**Question.** In dimethoxymethane, CH$_3$–O–CH$_2$–O–CH$_3$, one O–C–O–C dihedral $\varphi$ is held and the other, $\psi$, relaxes. The first atom of the table is the far oxygen, the second the central carbon, the third the near oxygen and the fourth the methyl carbon that is turned. The values are gas-phase PBE0 results.

Dimethoxymethane (SMILES COCOC) in the gas phase: isotropic GIAO shieldings and dipole moments from PySCF 2.14.0 at the non-relativistic PBE0/pcSseg-1 level with density fitting. The first to fourth atoms are O4, C3, O2 and C1, numbered along the SMILES without hydrogens; their dihedral angle is held and all else is relaxed with GFN2-xTB.

```csv
dihedral (°),shielding of first atom (ppm),shielding of second atom (ppm),shielding of third atom (ppm),shielding of fourth atom (ppm),dipole moment (D)
0,292.1,86.3,304.1,136.8,1.72
30,296.9,85.7,287.9,135.3,2.04
60,291.2,83.6,268.0,129.6,2.33
90,262.0,80.8,267.2,122.1,2.45
120,269.4,83.4,299.8,125.3,2.38
150,275.3,83.2,301.6,129.2,2.22
180,280.4,83.5,294.1,131.9,1.85
210,278.6,83.8,296.4,129.7,1.42
240,275.1,83.7,301.2,127.1,0.98
270,281.2,84.0,293.0,127.2,0.47
300,290.9,86.4,290.3,131.5,0.45
330,292.9,87.4,301.7,134.1,1.17
```

(a) Derive a hand rule for the dipole moment $\mu$ and apply it at 180° and 240°. (b) Give a rule for the methyl shielding $\sigma$ and apply it to the same rows. (c) What can be said of the other three atoms?

**Answer (a).** Place an ether dipole $m$ on each C–O–C bisector, so that $\mu^2=2m^2(1+d)$, with $d$ the cosine of the angle between the two. If $a$ is half the C–O–C angle, each unit dipole has a part $\cos a$ along its O–CH$_2$ bond and a part $\sin a$ across it, turned by its torsion. Multiplying out with the O–C–O angle $\theta$ gives

$$d=\cos^2a\cos\theta-\sin a\cos a\sin\theta\,(\cos\varphi+\cos\psi)-\sin^2a\,(\cos\theta\cos\varphi\cos\psi+\sin\varphi\sin\psi).$$

Take rough recalled values, $m\approx1.3$ D, $a\approx56°$ and $\theta=2a$. The anomeric effect, donation from an oxygen lone pair into the neighbouring C–O antibond, favours a gauche $\psi$; assume $-65°$. The sign is inferred from the 300° ($-60°$) row, which is lowest in energy and has nearly equal oxygens, 290.9 and 290.3 ppm, as the same-sign gauche–gauche form should. Then

$$\mu^2=3.38\,(0.70-0.32\cos\varphi+0.62\sin\varphi)\ \text{D}^2.$$

At 240°, $\cos\varphi=-0.50$ and $\sin\varphi=-0.87$; the bracket is $0.70+0.16-0.54=0.32$, $\mu^2=1.08$ D$^2$ and $\mu=1.04$ D, 0.06 D above the computed 0.98 D. At 180° the bracket is 1.02 and $\mu=1.86$ D against 1.85 D. No constant was fitted to either row.

*Remarks.* The $\sin\varphi\sin\psi$ term carries the idea: torsions of like sign set the dipoles against each other and unlike signs add them. Two anti torsions would make them parallel, $2m=2.6$ D.

From 120° to 270° the rms error against the table is 0.11 D, the worst 0.20 D at 120°; the 180° row flatters the rule. At 300° it gives 0.06 D for 0.45 D. The miss in $\mu^2$ is only about $0.45^2=0.20$ D$^2$, but near cancellation the square root magnifies whatever the model omits.

From 330° through 90° the rule is low by 0.33 to 0.59 D, and the rows from 0° to 90° appear to have another $\psi$, with 330° in between. The molecule is achiral, so the lowest conformers at $\varphi$ and $360°-\varphi$ would be mirror images, yet the rows at 30°, 60° and 90° lie 2.8, 4.1 and 3.0 kcal/mol above their partners. That shows only that mirror rows are different conformers, as they are whenever $\psi$ keeps its sign. The other methyl carbon, at 128.3–130.6 ppm from 120° to 300°, is at 127.7 ppm at 330° and near 124 ppm from 0° to 90°, which suggests that $\psi$ has moved. A guess of $\psi=-120°$ at 60° halves the error, from 0.42 to 0.21 D. At 0° and 30° no $\psi$ reaches the table (at most 1.45 D against 1.72 D at 0°); an opened O–C–O angle would lower that ceiling at 0°, not raise it, so a moved $\psi$ cannot be the whole reason. The other suspect is the bisector assumption: if each dipole points further from its O–CH$_2$ bond (a larger effective $a$), the formula gives more at 0° for a gauche $\psi$. A three-constant fit of $\mu^2=A+B\cos(\varphi-\varphi_0)$ to all twelve rows does better, rms 0.07 D, and this is the form the vector rule takes for any fixed $\psi$. The rule has $A=2.37$ D$^2$ and is largest at the 120° row; the fit wants $A=3.11$ D$^2$ and $\varphi_0=97°$, the direction in which a larger effective $a$ moves both. The table does not separate that from the change of $\psi$, so the fitted constants should be trusted for this scan only.

**Answer (b).** The p-type lone pair of the near oxygen stands perpendicular to its C–O–C plane. Its overlap with the antibond to the far oxygen goes as $\sin\varphi$, and the donation as $\sin^2\varphi=(1-\cos2\varphi)/2$. This argues for a twofold term; a $\cos\varphi$ term tells syn from anti. A Karplus-type fit to all twelve rows, rounded, is

$$\sigma=130+3\cos\varphi+4.5\cos2\varphi\ \text{ppm}.$$

At 180°, $130-3+4.5=131.5$ against 131.9 ppm. At 240°, $130-1.5-2.25\approx126.2$ against 127.1 ppm. Both rows were in the fit.

*Remarks.* The rms error is 1.4 ppm, against 4.1 ppm for a constant; a $\cos3\varphi$ term gains almost nothing. The worst miss, 3.4 ppm at 90°, is mostly the price of the even form, which a $\psi$ of fixed sign does not require: a function even in $\varphi$ cannot match both 122.1 ppm at 90° and 127.2 ppm at 270°. The calculation puts the twofold term in the paramagnetic part, 4.7 ppm against $-0.25$ ppm diamagnetic, and divides the onefold term between both, although such a split depends on convention. That lone-pair donation is what deshields the carbon remains a guess, and an orbital-gap argument has the wrong sign: the gap is smaller at 0° (8.49 eV) than at 90° (8.97 eV), while the shielding is highest at 0°. The usual γ-gauche shielding is absent, both gauche rows lying below anti, by 2.3 ppm at 60° and 0.4 ppm at 300°. Applied to the other methyl at the assumed $\psi$, the rule gives 128.4 ppm, at the low edge of its 120–300° range; its values near 124 ppm fall under the rule's minimum of 125.3 ppm.

**Answer (c).** The central carbon is 84 ppm with a scatter of 1.7 ppm. Its 0.6 ppm spread from 120° to 240° is too small to rank on semiempirical geometries without vibrational averaging. The oxygens have no one-angle rule: Karplus fits leave 5.8 ppm rms for the far and 10 ppm for the near oxygen, whose 90° and 270° values force an even function to miss one of them by at least 12.9 ppm.

*Remarks.* Near minus far shielding is $-23.2$ ppm at 60° and $+30.4$ ppm at 120°. This is roughly what a swap of ends would produce, since $(60°,-120°)$ is the relabelled mirror image of $(120°,-60°)$; the close dipoles, 2.33 and 2.38 D, agree with that inference. The match is loose: the oxygens that should coincide are at 291.2 and 299.8 ppm, and the other methyl at 60° (123.8 ppm) lies between the 90° and 120° methyl values, which suggests $\psi$ between $-90°$ and $-120°$. The 29 ppm fall of the far oxygen from 60° to 90° is almost wholly paramagnetic, at an almost unchanged gap, and cannot be charged to $\varphi$ alone. Row-by-row residuals are in the output below.

In practice, fix both torsions before estimating. With $\psi$ near $-65°$ and $\varphi$ between 120° and 270°, expect this table's dipole within about 0.2 D and its methyl shielding within 2 ppm; do not estimate an oxygen from one angle.

The analysis program printed:

```
rounding floor: +-0.005 D, +-0.05 ppm; residual = model - table
d = -0.117 -0.430(cos f+cos s) +0.257 cos f cos s -0.687 sin f sin s; 2m^2 = 3.38 D^2
psi=-65: 1+d = 0.70 -0.32 cos f +0.62 sin f
angle Erel(kcal/mol) mu rule res fit3res (D) | Cme rule res | otherCme (ppm)
  0  7.87  1.72 1.13 -0.59 -0.06 | 136.8 137.5 +0.7 | 123.4
 30  6.59  2.04 1.58 -0.46 +0.02 | 135.3 134.8 -0.5 | 123.7
 60  4.12  2.33 1.91 -0.42 -0.00 | 129.6 129.2 -0.3 | 123.8
 90  4.10  2.45 2.12 -0.33 -0.00 | 122.1 125.5 +3.4 | 124.2
120  3.96  2.38 2.18 -0.20 +0.02 | 125.3 126.2 +1.0 | 130.3
150  3.42  2.22 2.09 -0.13 -0.01 | 129.2 129.7 +0.5 | 129.8
180  2.99  1.85 1.86 +0.01 +0.01 | 131.9 131.5 -0.4 | 128.3
210  3.86  1.42 1.50 +0.08 -0.01 | 129.7 129.7 -0.0 | 128.8
240  3.70  0.98 1.04 +0.06 -0.08 | 127.1 126.2 -0.8 | 129.6
270  1.12  0.47 0.51 +0.04 +0.02 | 127.2 125.5 -1.7 | 130.0
300  0.00  0.45 0.06 -0.39 +0.21 | 131.5 129.2 -2.2 | 130.6
330  3.78  1.17 0.61 -0.56 -0.00 | 134.1 134.8 +0.7 | 127.7
dipole rule rms (D): 120-300 0.18, 120-270 0.11 (max 0.20), 330-90 0.48, all 0.34
best m on 120-300: 1.34 D, rms 0.17; m=1.3 rms at psi -55/-75: 0.19/0.14 D
rival mu^2 = 3.11 + 2.90 cos(f-97) D^2: rms all 0.07, worst 0.21 D at 300
inferred psi: row 60 psi -120 gives 2.12 D (res -0.21); row 90 psi -90 gives 2.30 D (res -0.15)
largest rule mu over psi -180..0 (at psi) vs table: 330: 1.56 (-180) vs 1.17; 0: 1.45 (-180) vs 1.72; 30: 1.76 (-121) vs 2.04
worked 180: 1+d 1.022, mu^2 3.46, mu 1.86 vs 1.85 D; cos f -1.00, cos 2f 1.00, Cme 131.5 vs 131.9 ppm
worked 240: 1+d 0.322, mu^2 1.09, mu 1.04 vs 0.98 D; cos f -0.50, cos 2f -0.50, Cme 126.2 vs 127.1 ppm
hand Cme rule: rms 1.38, worst +3.4 ppm at 90; with cos3f (-0.63 ppm) rms 1.31
Cme dia a,b,c = 244.2 1.79 -0.25; para a,b,c = -114.2 1.26 4.71 ppm
rule at psi -65: 128.4 ppm; other Cme 120-300: 128.3-130.6; 0-90: 123.4-124.2; rule minimum 125.3
atom: mean range sd | Karplus a b c rms worst(row) | half mirror gap 30..150 (ppm)
far O: 282.2 34.9 10.3 | 282.2 10.3 6.3 5.8 +13.9(90) | 2.0 0.2 9.6 2.9 1.7
centre C: 84.3 6.6 1.7 | 84.3 1.6 1.1 1.1 +2.4(90) | 0.9 1.4 1.6 0.1 0.3
near O: 292.1 36.9 11.9 | 292.1 -3.1 8.7 10.0 +18.2(60) | 6.9 11.2 12.9 0.7 2.6
methyl C: 130.0 14.7 4.1 | 130.0 3.1 4.5 1.4 +3.4(90) | 0.6 1.0 2.6 0.9 0.2
centre C spread over 120-240: 0.6 ppm
E(f)-E(360-f), f=30..150 (kcal/mol): 2.8 4.1 3.0 0.3 -0.4
near O - far O (ppm): 60: -23.2, 90: +5.2, 120: +30.4, 300: -0.6
Cme gauche - anti (ppm): 60: -2.3, 300: -0.4
far O 60->90: total -29.2, para -28.1, dia -1.0 ppm; gap 0/60/90: 8.49 8.99 8.97 eV
```
